## Estimating a reaction energy, and the error of a method, by hand

Count the electron pairs in the abstraction of a hydrogen atom from FSiH$_2$SeH by a fluorine atom. One Si–H bond is lost and one H–F bond is made, and one unpaired electron is present before and after, so the number of bonds and of spin pairs is conserved. What changes is where the pairs sit. The valence shell of a fluorine atom holds four electrons of one spin and three of the other: $4\times3=12$ opposite-spin and $6+3=9$ same-spin couples, 21 in all. In H–F the shell is full, with $4\times4=16$ and $6+6=12$ couples, 28 in all. Fluorine gains seven couples, and the octet round silicon loses the same seven on becoming a radical.

The two sets of seven are not worth the same. On fluorine the eighth electron enters a compact $2p$ shell whose orbitals all overlap on one small atom, and electrons crowded in this way gain much by avoiding each other. Round silicon the partners are spread over long bonds that point away from one another. Correlation should therefore favour the products strongly, although the count balances. This is an argument from shell structure, and it gives a sign but no size: Hartree–Fock theory, which has no such correlation, should make the reaction far too little exothermic.

Electronic reaction energies, products less reactants, for the gas-phase hydrogen abstraction FSiH$_2$SeH + F → FSiHSeH + H–F, from Ansatz 0.2.0 at PBE0-D4/def2-TZVP geometries. Functionals and RPA use def2-TZVPP, and correlated methods have frozen cores. The reference is CCSD(T) at the def2 basis-set limit, from an additive scheme based on MP2.

| level | class | exact exchange, long range (%) | reaction energy (kJ/mol) | less CCSD(T) (kJ/mol) |
| --- | --- | --- | --- | --- |
| SPW92 | LDA | 0 | -256.3 | -75.0 |
| PBE-D4 | GGA | 0 | -210.6 | -29.3 |
| revPBE-D4 | GGA | 0 | -198.5 | -17.3 |
| BLYP-D4 | GGA | 0 | -199.3 | -18.1 |
| r2SCAN-D4 | meta-GGA | 0 | -186.7 | -5.4 |
| B97M-V | meta-GGA | 0 | -171.8 | 9.4 |
| HSE06-D4 | screened hybrid | 0 | -182.8 | -1.5 |
| CAM-B3LYP-D4 | range-separated | 65 | -178.5 | 2.8 |
| wB97M-V | range-separated | 100 | -170.1 | 11.2 |
| BLYP | GGA | 0 | -200.6 | -19.3 |
| r2SCAN | meta-GGA | 0 | -186.9 | -5.6 |
| B3LYP | global hybrid | 20 | -181.6 | -0.3 |
| LC-wPBE | range-separated | 100 | -183.9 | -2.7 |
| RPA | RPA | n/a | -140.3 | 41.0 |
| HF/def2-SVP | wave function | n/a | -60.3 | 121.0 |
| MP2/def2-SVP | wave function | n/a | -164.8 | 16.5 |
| CCSD/def2-SVP | wave function | n/a | -139.4 | 41.9 |
| HF/def2-TZVPP | wave function | n/a | -74.3 | 107.0 |
| HF/def2-QZVPP | wave function | n/a | -76.0 | 105.3 |
| MP2/def2-QZVPP | wave function | n/a | -202.9 | -21.6 |
| SCS-MP2/def2-QZVPP | wave function | n/a | -180.9 | 0.4 |
| HF/def2-limit | wave function | n/a | -76.2 | 105.0 |
| MP2/def2-limit | wave function | n/a | -207.5 | -26.2 |
| CCSD/def2-limit | wave function | n/a | -173.6 | 7.7 |

The column "reaction energy" is the electronic energy of products less reactants. "Less CCSD(T)" is that value minus the reference, $-181.3$ kJ/mol, so a negative entry marks a level that is too exothermic. "Exact exchange, long range" is the share of Hartree–Fock exchange that a functional uses for electrons far apart. HF below means Hartree–Fock; the molecule is written H–F.

The table bears the sign out. All four HF rows are too high, by 105 to 121 kJ/mol. At the limit, correlation supplies $-105.1$ of the $-181.3$ kJ/mol, more than half. This is a gain at fluorine less a loss at silicon. Divided by seven it puts the difference in worth between a couple on fluorine and one on silicon at some 15 kJ/mol, a figure that serves as a scale and no more.

A simpler system with the same mechanism is the electron affinity of fluorine, F + e$^-$ → F$^-$, where the same shell is closed and the same seven couples appear. There HF recovers less than half of the binding, roughly 1.4 of 3.4 eV as recalled values. The analogy covers the gain on fluorine only. Nothing is given up elsewhere in the anion, whereas here silicon loses couples; the anion is diffuse and has no proton; and it has no bond, hence none of the left–right correlation that keeps two bonding electrons on different atoms.

### The true value from two bond enthalpies

Since one bond is traded for another, the first estimate is

$$\Delta H \approx D(\text{Si–H}) - D(\text{H–F}) \approx 380 - 570 = -190\ \text{kJ/mol},$$

with rough recalled bond enthalpies for a silane and for hydrogen fluoride. H–F is strong because the bond is short and very polar; Si–H is long, joins orbitals of unlike size and is only weakly polar. The same calculation gives an enthalpy at room temperature of $-179.4$ kJ/mol, so the estimate is 10.6 kJ/mol too exothermic. That is about what two numbers of two figures allow, and the miss cannot be assigned to the fluorine or selenium substituent, to which the rule is blind.

Enthalpy and electronic energy differ here by only 1.8 kJ/mol, and the zero-point change is $-0.7$. The smallness has a plain reason: the stiff H–F stretch that is gained roughly makes up for the Si–H stretch and the two bends that are lost. Spin–orbit coupling is not part of these levels; it lowers the fluorine atom by roughly 2 kJ/mol (recalled) and would make the reaction that much less exothermic. The energies refer to one conformer of each silicon species, not necessarily the lowest.

For a neighbouring case the same subtraction applies. With chlorine as the abstracting atom and a rough 430 kJ/mol for H–Cl, the reaction falls to about $-50$ kJ/mol, and the counting argument suggests a smaller HF error because the $3p$ shell is less crowded.

### Hybrid functionals: a straight line in the exchange share

The functionals without exact exchange lie mostly on the other side of the reference. The LDA is 75.0 kJ/mol too exothermic, the four GGA rows 17 to 29, and r2SCAN about 5.5. B97M-V is the exception at $+9.4$; it is an empirically fitted functional and does not belong on that ladder. Dispersion is not the cause of any of this, since D4 shifts PBE, revPBE, BLYP and r2SCAN by between 0.2 and 2.1 kJ/mol.

One explanation concerns the exchange hole. Local and semilocal exchange keep the hole close to the electron. In a bond the exact exchange hole spreads over both atoms, and left–right correlation pulls it back, so a local hole imitates exchange and part of the correlation together. In the LDA the imitation overshoots, most of all in bonds between compact atoms: H–F is overbound far more than Si–H, and the reaction is too exothermic. Gradient corrections weaken bonds because they lower atoms, with their larger surface, more than molecules. The GGA error therefore sits elsewhere. PBE and BLYP bind H–F about right, and with H–F near its true strength a reaction that is too exothermic means a Si–H bond that is too weak by about as much. Exact exchange weakens H–F, so a hybrid that lands on the reference has both bonds too weak by similar amounts, not both right. The table gives only the difference between the two bonds; the split rests on the separate bond energy of H–F, which is not tabulated here. The open $2p$ shell of the atom is also a delicate case for semilocal functionals, and part of their spread may arise there.

A global hybrid replaces a share $a$ of semilocal exchange by exact exchange. At fixed orbitals the energy is linear in $a$, so for the reaction energy

$$E(a) = (1-a)\,E_{\rm p} + a\,E_1 ,$$

where $E_{\rm p}$ is the value of the semilocal parent and $E_1$ the value with full exact exchange and the parent's correlation. Orbital relaxation bends the line only in second order. One family allows a check: the D4-free hybrids of r2SCAN, computed in the same way as the table, give slopes of 78.5 and 77.5 kJ/mol per unit $a$ at 10 and 25 per cent.

The rule takes one $E_1$ for all families, on the ground that every line ends at HF-like exchange plus a modest semilocal correlation term. A least-squares fit to the energies of four D4-free global hybrids outside the table (PBE0, BHLYP, r2SCANh and r2SCAN0, each with its own parent) gives $E_1=-93$ kJ/mol and a mean absolute residual of 2.2 kJ/mol, the largest being 4.1 for r2SCAN0. A single slope for all families does worse, 3.8 kJ/mol, because the GGA slopes are 113 to 115 and the meta-GGA slopes about 78. The shared end point is a convenience and not a robust constant. The separate lines extrapolate to between $-88$ and $-109$, and BHLYP, with the largest $a$, dominates the fit. What survives the spread is the qualitative point that every end point lies nearer to HF in the same basis ($-74.3$) than to the reference. The semilocal correlation functional supplies the smaller part of the correlation in this reaction, and semilocal exchange stands in for the rest.

B3LYP serves as the worked row. It was left out of the fit because it also changes the weight of the gradient correction and mixes local correlation into LYP. With BLYP as parent and $a=0.20$,

$$E = 0.8\,(-200.6) + 0.2\,(-93) = -160.5 - 18.6 = -179.1\ \text{kJ/mol},$$

against $-181.6$ in the table, a miss of $+2.5$ kJ/mol. The sign agrees with the extra local ingredients, since the LDA lies low, but the size equals the scatter of the fit and proves nothing about cause.

The line shows which shares of exact exchange land near the reference. Solved for the share that reaches $-181.3$, it gives 0.25 for PBE and 0.18 for BLYP, close to the shares of PBE0 and B3LYP, but only 0.06 for r2SCAN. A share well above the balancing one overshoots: r2SCAN0, whose parent is already near the reference, gives $-167.5$, and BHLYP, at one half, $-144.3$ kJ/mol.

### Where the line ends: range separation

The printed column of long-range exchange must not be used as $a$. With it the rule misses HSE06-D4 by $-27.8$ and LC-wPBE by $+90.9$ kJ/mol. The exchange that matters in forming H–F acts over a bond length or the radius of the fluorine shell, and the share to use is the one in force at that distance. HSE06 has 25 per cent at short range and fades it out gradually over about 9 bohr (a rough recalled length), so most of it is left at bond distances and the functional behaves much like PBE0. With $a=0.25$ and PBE-D4 as parent the rule misses by $+1.6$ kJ/mol. This is a soft test, since PBE0 was in the fit.

LC-wPBE has no exact exchange at short range but switches it on over roughly 2.5 bohr, which is the scale of the bonds. Neither limit describes it: the short-range share misses by $-27.3$ kJ/mol, and its table value corresponds to an effective share of 0.23. CAM-B3LYP-D4 is met within 0.6 kJ/mol by its short-range 19 per cent, although its switching length is similar; a cancellation between long-range exchange and B3LYP-like local terms is a guess at the reason, and the agreement should not be counted on. For wB97M-V the miss is $+10.1$ kJ/mol, and the rule has no footing there, because B97M-V was fitted separately and is not its parent.

### Wave functions: a fixed fraction of the MP2 correlation

For the wave-function rows the split into HF and correlation is exact, and the rule scales the cheapest correlation estimate:

$$E \approx E_{\rm HF} + s\,(E_{\rm MP2}-E_{\rm HF}),$$

with both inputs in the same basis and one factor $s$ per method. The factors are not fitted over rows. Each is the ratio of the method's correlation contribution to that of MP2 in def2-TZVPP, from the same calculation, rounded to two decimals: 0.82 for SCS-MP2, 0.72 for CCSD and 0.78 for CCSD(T).

That $s$ is below one means that MP2 overshoots. MP2 correlates each couple as if the others stood still, while the next order contains repulsive terms by which the excited pairs hinder themselves and each other; in a filled compact shell these matter, and the overshoot is familiar from the electron affinity of fluorine. CCSD includes them and undershoots, and the triples restore part, 7.7 kJ/mol in triple zeta. The $T_1$ diagnostics of the four species are small and give no sign of strong multireference character, so a single-reference series is a fair frame. For a radical with a spin-contaminated reference MP2 can err erratically, and a constant $s$ should not then be assumed.

The second worked row is SCS-MP2/def2-QZVPP, which did not enter the factor. The MP2 correlation contribution is $-202.9-(-76.0)=-126.9$, and

$$E = -76.0 + 0.82\,(-126.9) = -76.0 - 104.1 = -180.1\ \text{kJ/mol},$$

against $-180.9$, a miss of $+0.8$, mostly because the ratio in this basis is 0.827; it is 0.828 in def2-SVP, so it wanders a little without a trend. This too is a mild test, because SCS-MP2 only reweights the two spin parts of the same MP2 energy. With the usual weights of $6/5$ and $1/3$, $s=\tfrac65 f+\tfrac13(1-f)$, and $s=0.82$ implies an opposite-spin share $f\approx0.56$ of the correlation contribution. The count above gave four opposite-spin couples out of seven, 0.57. The match is best read as chance. Opposite-spin couples carry more energy than same-spin ones, and the loss at silicon is mainly the broken bond pair, which is opposite-spin; subtracting it from the gain at fluorine pulls the net share down. Same-spin correlation thus weighs heavily in this reaction.

The harder tests are the coupled-cluster values in the small basis. CCSD(T)/def2-SVP, $-142.1$ kJ/mol in the same calculation, is met within 0.3. CCSD/def2-SVP is missed by $+3.9$, its own ratio being 0.757: the triples are worth only 2.7 kJ/mol in that basis, which lacks the functions to describe them, so CCSD lies closer to CCSD(T) there.

### Basis sets and the reference

Correlation needs the electron–electron cusp, which orbital expansions reach slowly, and the side with more tight-pair correlation suffers more. From def2-TZVPP to the limit HF moves by $-1.9$ and MP2 by $-12.1$ kJ/mol. The last column therefore mixes method and basis. MP2/def2-SVP appears 16.5 kJ/mol too high, yet against CCSD(T) in the same basis it is 22.7 too low, the same overshoot as in the large sets. The $+0.4$ of SCS-MP2/def2-QZVPP likewise owes something to cancellation, the method being 4.5 too low in triple zeta. RPA, on PBE orbitals in triple zeta, is 28.9 too high on the same footing, not 41.0; it lies outside both rules, since its exchange is not evaluated on HF orbitals.

The law that the correlation error falls as $X^{-3}$ with the cardinal number $X$ cannot be tested by the limit rows, which were extrapolated from triple and quadruple zeta. Carried down to $X=2$ it gives $-97.2$ against the $-104.5$ kJ/mol of MP2 less HF in def2-SVP, so the law does not reach to double zeta.

The reference is the MP2 limit plus CCSD(T) less MP2 in triple zeta. The errors of MP2 ($-26.2$) and CCSD ($+7.7$) at the limit are thus the triple-zeta differences by construction. The additive scheme gives CCSD(T) the whole basis correction of MP2, while the scaling rule gives it 78 per cent of the correlation part and yields $-178.6$ kJ/mol, 2.7 above the reference. The step from def2-SVP to def2-TZVPP leans towards scaling, with MP2 moving by $-30.6$ and CCSD(T) by $-27.1$. The reference may be slightly too exothermic, and B3LYP, HSE06-D4 and SCS-MP2 cannot be ranked on differences of 2 kJ/mol. Some outer-core shells were also correlated without core-valence functions, which touches every correlated row and the reference. Cancellation is plausible if the shells belong to selenium, a spectator, but the size of the effect is not known.

### Accuracy and range

The two rules predict 8 of the 24 rows. Fifteen more, the LDA, semilocal, HF and MP2 rows, have no rule and are taken as given, and RPA is outside. Over the eight the mean absolute miss against the table value is 6.2 kJ/mol, little better than the 8.5 got by guessing the reference for each, and that edge is owed to CCSD/def2-SVP alone, which lies 41.9 from the reference. The average hides two populations: 2.3 kJ/mol (at most 3.9) for the five rows without a long-range correction, one of which is the constructed CCSD limit, and 12.7 for the three with one. For the five hybrids alone the plain guess wins, at $(0.3+1.5+2.8+2.7+11.2)/5=3.7$ against 8.4 kJ/mol, because four of them sit within 3 kJ/mol of the reference. The line is useful for telling in advance which way a change of $a$ will move the result, and roughly how far for global hybrids whose share is far from the balancing one. BHLYP is no test of this, since it largely sets $E_1$; the end points of the other three lines would miss it by 4 to 11 kJ/mol, against 37 for the plain guess.

The constants $E_1$ and $s$ come from this one reaction. The forms of the rules carry over to other abstractions with single-reference species, but the numbers must be reset. For a new reaction $E_1$ starts from its own HF value, and the slope should shrink where the bond made and the bond broken are alike, as when hydrogen passes between two silyl groups, since the seven couples then change places without changing their worth.
